# Sub-Planck structure and displacement sensitivity: a cat state of one Ca$^+$ ion

## General statement

A pure state that extends over $L$ in position and $P$ in momentum, with $LP\gg\hbar$, has Wigner-function structure on scales $\hbar/P$ in $x$ and $\hbar/L$ in $p$, hence of area $\sim\hbar^2/(LP)$ (Zurek, 2001). Shifts of these sizes can make it nearly orthogonal to itself. Three exact relations stand behind this estimate.

1. A kick $\delta p$ gives $\langle\psi|e^{i\delta p\,\hat x/\hbar}|\psi\rangle=\int|\psi(x)|^2e^{i\delta p\,x/\hbar}dx$, the Fourier transform of the position density. It first falls at $\delta p\sim\hbar/L$. Likewise $\delta x\sim\hbar/P$.
2. The squared overlap is $2\pi\hbar\int W(x,p)\,W(x,p-\delta p)\,dx\,dp$. It can drop from 1 to 0 only if $W$ varies on the scale $\delta p$.
3. Let $|\psi_\epsilon\rangle=e^{i\epsilon G}|\psi\rangle$ and $C=\langle\psi|\psi_\epsilon\rangle$. Write $G|\psi_\epsilon\rangle=\langle G\rangle|\psi_\epsilon\rangle+\Delta G|\perp\rangle$ with $|\perp\rangle$ normalised and orthogonal to $|\psi_\epsilon\rangle$. Since $|\langle\psi|\perp\rangle|^2\le1-|C|^2$, one has $|d|C|/d\epsilon|\le\Delta G\sqrt{1-|C|^2}$. Thus $|C|\ge\cos(\Delta G\,\epsilon)$ up to $\Delta G\,\epsilon=\pi/2$, and orthogonality needs $\epsilon\ge\pi/(2\Delta G)$ (Mandelstam–Tamm bound).

## Model

One harmonic mode: $\hat x=x_0(a+a^\dagger)$, $\hat p=ip_0(a^\dagger-a)$, $x_0=\sqrt{\hbar/2m\omega}$, $p_0=\hbar/2x_0$. The operator $D(\beta)=e^{\beta a^\dagger-\beta^*a}$ shifts $x$ by $2x_0\,\mathrm{Re}\,\beta$ and $p$ by $2p_0\,\mathrm{Im}\,\beta$. Two coherent states, $\alpha>0$ real:
$$|\psi\rangle=\frac{|\alpha\rangle+|-\alpha\rangle}{\sqrt{2(1+s)}},\qquad s=\langle-\alpha|\alpha\rangle=e^{-2\alpha^2}.$$
The packets sit at $x=\pm2x_0\alpha$, so $L=4x_0\alpha$.

## Wigner function

Put $x=2x_0u$, $p=2p_0v$, so $dx\,dp=2\hbar\,du\,dv$, and normalise $\int W\,du\,dv=1$:
$$W=\frac{e^{-2v^2}}{\pi(1+s)}\Big[e^{-2(u-\alpha)^2}+e^{-2(u+\alpha)^2}+2e^{-2u^2}\cos4\alpha v\Big].$$
The fringe period is $\pi/2\alpha$ in $v$, or $h/L$ in $p$. One fringe is $h/2L$ high and $2x_0$ wide (twice the rms width of its envelope), of area $\pi\hbar/2\alpha$. With $P=2p_0$, twice the rms momentum width of one packet, this is $2\pi\hbar^2/(LP)$.

## Exact overlap

Use $D(\beta)|\gamma\rangle=e^{i\,\mathrm{Im}(\beta\gamma^*)}|\gamma+\beta\rangle$ and $\langle\gamma|\gamma'\rangle=e^{-|\gamma-\gamma'|^2/2+i\,\mathrm{Im}(\gamma^*\gamma')}$.

**Shift perpendicular to $\alpha$**, $\beta=i\epsilon$, generator $G=a+a^\dagger$. The diagonal elements are $\langle\pm\alpha|D|\pm\alpha\rangle=e^{-\epsilon^2/2\pm2i\alpha\epsilon}$. In both cross elements the phases cancel, leaving $s\,e^{-\epsilon^2/2}$. Hence
$$C_\perp(\epsilon)=e^{-\epsilon^2/2}\,\frac{\cos2\alpha\epsilon+s}{1+s},\qquad \epsilon_0=\frac{\pi/2+\arcsin s}{2\alpha},$$
with $\epsilon_0$ the first zero, and
$$\Delta G^2=-C_\perp''(0)=1+\frac{4\alpha^2}{1+s}.$$
For $s\ll1$, $|C_\perp|^2\simeq e^{-\epsilon^2}\cos^2 2\alpha\epsilon$ and $\epsilon_0\simeq\pi/4\alpha$. The kick is then $\delta p=2p_0\epsilon_0=\pi\hbar/L$, half a fringe period.

**Shift parallel to $\alpha$**, $\beta=\eta$ real. The cross elements are $e^{-(2\alpha\pm\eta)^2/2}$, so
$$C_\parallel(\eta)=e^{-\eta^2/2}\,\frac{1+s\cosh2\alpha\eta}{1+s}>0 .$$
No zero exists. For $s\ll1$ and $\eta<\alpha$ the decay is that of the vacuum, on the scale $\delta x\sim x_0=\hbar/P$.

**Phase-space reading.** Here $|C|^2=\pi\int W(u,v)W(u,v-\epsilon)\,du\,dv$. For $s\ll1$ the two lobes contribute $\tfrac12e^{-\epsilon^2}$ and the fringes $\tfrac12e^{-\epsilon^2}\cos4\alpha\epsilon$. The sum is $e^{-\epsilon^2}\cos^22\alpha\epsilon$. The zero comes from positive fringes laid on negative ones. The equal mixture of $|\alpha\rangle$ and $|-\alpha\rangle$ has the lobes only, and $\mathrm{Tr}\,\rho\rho_\epsilon=\tfrac12(1+s^2)e^{-\epsilon^2}$ has no $1/\alpha$ scale. Extent without coherence gives no sensitivity.

| $\alpha$ | $\epsilon_0$ | $\pi/4\alpha$ | $\Delta G$ | bound $\pi/2\Delta G$ | $C_\perp^2(\pi/2\alpha)$ |
|---|---|---|---|---|---|
| 1 | 0.8533 | 0.7854 | 2.127 | 0.7386 | 0.049 |
| 2 | 0.3928 | 0.3927 | 4.122 | 0.3810 | 0.539 |
| 3 | 0.2618 | 0.2618 | 6.083 | 0.2582 | 0.760 |

The last column is the overlap after a full fringe period, $e^{-\pi^2/4\alpha^2}\tanh^2\alpha^2$.

## Force sensing with $^{40}$Ca$^+$

Inputs: $m\approx39.96$ u, a typical axial frequency $\omega=2\pi\times1.0$ MHz, and the choices $\alpha=3$ and exposure $T=250\ \mu$s. Then $x_0=11.25$ nm, $L=135$ nm, $s=1.5\times10^{-8}$.

A uniform force adds $-F(t)\hat x$. In the interaction picture this is linear in $a$ and $a^\dagger$, so the evolution is exactly a phase times $D(\beta)$ with $\beta=(ix_0/\hbar)\int_0^TF(t)e^{i\omega t}dt$. For $F=F_0\cos\omega t$ and a whole number of periods, $\beta=i\epsilon$ with
$$\epsilon=\frac{F_0x_0T}{2\hbar}.$$
The packets move as $\pm2x_0\alpha\cos\omega t$, so this force is in phase with their separation, and $\int F\,L\cos\omega t\,dt/\hbar=4\alpha\epsilon$ is their relative phase. The quadrature $\sin\omega t$ gives real $\beta$ and no gain.

- Scale: $2\hbar/(x_0T)=75.0$ yN per unit $\epsilon$ (1 yN $=10^{-24}$ N).
- Orthogonality at $\epsilon_0=0.2618$ needs $F_0=19.6$ yN, a field amplitude $F_0/e=0.12$ mV/m.
- The driven amplitude is $2x_0\epsilon_0=5.9$ nm, below the ground-state rms width $x_0$.
- The ground state under the same force keeps the overlap $e^{-\epsilon_0^2}=0.934$.

**Statistical limit.** For a pure state the quantum Fisher information is $4\Delta G^2$, so $M$ runs give $\delta\epsilon\ge1/(2\Delta G\sqrt M)$. The prefactor $1/(2\Delta G)$ is $0.0822$ (6.2 yN) for the cat and $1/2$ (37.5 yN) for the ground state, a gain of $\Delta G=6.083$. At mean occupation $\bar n$, $|\langle a^2\rangle|\le\sqrt{\bar n(\bar n+1)}$ gives $\Delta G^2\le2\bar n+1+2\sqrt{\bar n(\bar n+1)}$. This cat has $\bar n=\alpha^2\tanh\alpha^2\simeq9$, so the ceiling is $37.97$ against its $37.00$.

**Readout.** A qubit-dependent force on the ion makes $(|{\uparrow},\alpha\rangle+|{\downarrow},-\alpha\rangle)/\sqrt2$ from the qubit state $(|{\uparrow}\rangle+|{\downarrow}\rangle)/\sqrt2$ and the motional ground state. The cross terms vanish, so $C_\perp=e^{-\epsilon^2/2}\cos2\alpha\epsilon$ for every $\alpha$. Undo the preparation after the exposure. Since $D(\mp\alpha)D(i\epsilon)D(\pm\alpha)=e^{\pm2i\alpha\epsilon}D(i\epsilon)$, the motion factors out and the qubit is found in its initial state with probability
$$\mathcal P=\cos^22\alpha\epsilon ,$$
exactly. Its Fisher information is $\mathcal P'^2/[\mathcal P(1-\mathcal P)]=16\alpha^2$, so $\delta\epsilon\sqrt M=1/4\alpha=0.0833$, close to the limit $0.0822$.

**Size of what the model omits** during the exposure.

- Field noise. A heating rate $\dot{\bar n}$ from broadband noise adds an isotropic Gaussian random $\beta$ with $\langle|\beta|^2\rangle=\dot{\bar n}T$, hence $\langle(\mathrm{Im}\,\beta)^2\rangle=\dot{\bar n}T/2$. Averaging $\mathcal P=\tfrac12(1+\cos4\alpha\epsilon)$ multiplies the cosine by $e^{-4\alpha^2\dot{\bar n}T}$. A typical $\dot{\bar n}\approx10$ quanta/s gives the exponent $0.09$, the contrast $0.91$, and lifts the zero of $\mathcal P$ to $0.043$.
- Trap frequency offset $\delta\omega$. It rotates $\alpha$ by $\theta=\delta\omega T$. The reversal leaves the two branches $4\alpha\sin(\theta/2)$ apart, and the contrast is $e^{-8\alpha^2\sin^2(\theta/2)}$. An illustrative $\delta\omega=2\pi\times100$ Hz gives $\theta=0.157$ rad and the contrast $0.64$.

## Both directions

Four components, $|\alpha\rangle+|-\alpha\rangle+|i\alpha\rangle+|-i\alpha\rangle$, have $L=4x_0\alpha$, $P=4p_0\alpha$ and $LP=8\hbar\alpha^2$. Near the origin the two opposite pairs interfere:
$$W\simeq\frac{1}{\pi}e^{-2(u^2+v^2)}\,[\cos4\alpha u+\cos4\alpha v].$$
Neighbouring pairs add terms of order $e^{-\alpha^2}$, which is $1.2\times10^{-4}$ at $\alpha=3$. The bracket equals $2\cos2\alpha(u+v)\cos2\alpha(u-v)$, so the central tile is $|u|+|v|<\pi/4\alpha$. Its area is $2\hbar\cdot\pi^2/8\alpha^2=2\pi^2\hbar^2/(LP)$.

## Comparison with the general statement

- **Scales.** $\delta p=\pi\hbar/L$ confirms $\hbar/L$, with prefactor $\pi$. The two-component cat is extended in $x$ only, so only $p$-shifts gain.
- **Area.** At $\alpha=3$ the fringe has area $0.524\,\hbar$ and the four-component tile $0.274\,\hbar$. They fall as $1/\alpha$ and $1/\alpha^2$, both as $\hbar^2/(LP)$. The prefactors $2\pi$ and $2\pi^2$ depend on how $L$, $P$ and the cell are defined. No uncertainty relation is violated, since these relations bound variances and not features of $W$.
- **The $\cos^2$ law.** It holds for shifts perpendicular to $\alpha$ and drops $s$ and the envelope $e^{-\epsilon^2}$, which is $0.934$ at the first zero for $\alpha=3$. It is exact for the qubit readout.
- **Orthogonality.** For $s\ll1$, $\epsilon_0$ exceeds the bound by the factor $\sqrt{1+1/4\alpha^2}$, which is $1.014$ at $\alpha=3$. The cat approaches the fastest possible decay. Orthogonality does not persist: the density has two peaks, its Fourier transform oscillates, and the overlap returns to $0.760$.
- **Classical limit.** A larger action $LP/\hbar$ makes the structure of a pure state finer, not smoother. Force noise erases the fringes at the rate $4\alpha^2\dot{\bar n}$, which grows as $L^2$, and leaves the two positive lobes.